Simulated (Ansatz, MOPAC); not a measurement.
# A ladder of methods for Si3NH9 (trisilylamine)

Si3NH9, singlet, SMILES `[SiH3]N([SiH3])[SiH3]`. Each level relaxes the structure for itself.

Quantity: the highest harmonic wavenumber at each level's own minimum, in cm⁻¹. The values are calculated.

```tsv
level	kind	program	value (cm⁻¹)
MNDO	semi-empirical	MOPAC	2374
PM6	semi-empirical	MOPAC	2138
PM6-D3	semi-empirical	MOPAC	2140
PM6-D3H4	semi-empirical	MOPAC	2139
HF/STO-3G	Hartree–Fock	Ansatz	2908
HF/3-21G	Hartree–Fock	Ansatz	2296
HF/6-31G* (Cartesian functions)	Hartree–Fock	Ansatz	2402
B3LYP/6-31G* (Cartesian functions)	global hybrid	Ansatz	2255
MP2/6-31G* (Cartesian functions)	perturbation theory	Ansatz	2320
```

Harmonic and unscaled. The values span 2138 to 2908 cm⁻¹. Without the sets that lack polarisation functions the rows with a basis span only 2255 to 2402 cm⁻¹.

The highest mode must be an Si–H stretch, since the molecule has no N–H bonds. Hydrogen dominates the reduced mass, so the spread between levels mainly reflects how stiff each one makes the Si–H bond. With the 6-31G* basis, the value falls from 2402 cm⁻¹ in Hartree–Fock to 2320 in MP2 and 2255 in B3LYP. Hartree–Fock lacks the correlation that lets the bond weaken properly as it stretches, so its potential well is too steep.

The minimal basis exaggerates the stiffness far more, at 2908 cm⁻¹, probably because its valence functions cannot adapt as the bond lengthens. HF/3-21G falls between the B3LYP and MP2 values, which suggests basis error offsetting missing correlation rather than a better description. The dispersion and hydrogen-bond corrections hardly move the PM6 result, as expected for a local covalent stretch; the gap between MNDO and PM6 therefore lies in their underlying parametrisations. This mode says little about the planarity of the NSi₃ skeleton or delocalisation of the nitrogen lone pair.
